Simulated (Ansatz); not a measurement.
**Compressing Ti3O5: a fit and a missing row**

Ti3O5, C2/c, a = 10.056 Å, b = 4.999 Å, c = 7.174 Å, β = 112.2°. The structure is a Materials Project entry; whether it is the stable form wasn't checked. Ansatz: PBEsol, PAW, 420 eV, Γ-centred 8×8×6 mesh on 16 atoms, Gaussian smearing 0.10 eV; no spin polarisation. Shape and atoms are relaxed at each volume; pressure is positive in compression.

```tsv
V (Å³/atom)	P (GPa)
9.183	?
9.496	22.14
9.809	13.94
10.122	6.53
10.435	-0.01
10.748	-5.71
11.061	-10.62
11.479	-15.92
```

Q: Take V0 = 10.435 Å³/atom, count pressures from its P0 = -0.01 GPa, fit the third-order Birch–Murnaghan form to the other rows, and predict the missing pressure.

A: With the Eulerian strain f = ½[(V0/V)^(2/3) − 1] and y = (P − P0)/[3f(1 + 2f)^(5/2)], the form is the line y = B0 + 1.5 B0 (B0′ − 4) f. Rows (f, y): 0.03244, 194.5; 0.02105, 199.3; 0.01026, 202.0; -0.00975, 204.7; -0.01905, 204.6; -0.03080, 201.8. Means f = 0.0006917, y = 201.15; Σ(Δf)² = 0.003004, ΣΔfΔy = -0.3663; the slope is their ratio. y = 201.2 − 121.9 f GPa, so B0 = 201.2 GPa and B0′ = 4 + 2 × (-121.9)/(3 × 201.2) = 3.60. At V = 9.183, f = 0.04447, y = 195.78 and P = 32.31 GPa. The run gave 31.21 GPa, so the fit is 1.10 GPa too high, 2.3 % of the span of the series, against an rms of 0.17 GPa on the fitted rows. The row lies outside the fitted range. The points of y bend away from a line: a fourth-order term fitted to them gives P = 30.98 GPa at this row's volume (the line 32.31, the run 31.21).

Spin polarisation was left out, and a magnetic state may lie lower.

Cost: 8 runs of about 42 core-minutes in all, on AMD EPYC 9R45 (Zen 5) (shared hosts).

The oxide stiffens under compression, but more slowly than a second-order Birch–Murnaghan solid would, as B0′ = 3.60 shows. The reduced pressure y is largest at slight expansion and falls off on both sides, so a straight line puts the stiffness at V0 a little too low and overshoots at the smallest volume. The fourth-order term captures most of this curvature, though it slightly overcorrects.

The high bulk modulus reflects a dense network of strong, partly ionic Ti–O bonds. The modest stiffening probably arises because the low-symmetry framework can take up part of the compression by tilting and distorting its octahedra rather than by shortening every bond. The titanium is also mixed-valent, and its remaining d electrons can form Ti–Ti bonds that change with volume, which may add to the curvature. Pressures alone can't separate these two contributions; that would take the relaxed bond lengths and angles. Nor does the fit's miss at the smallest volume by itself indicate a phase transition, since smooth higher-order elasticity accounts for most of it.
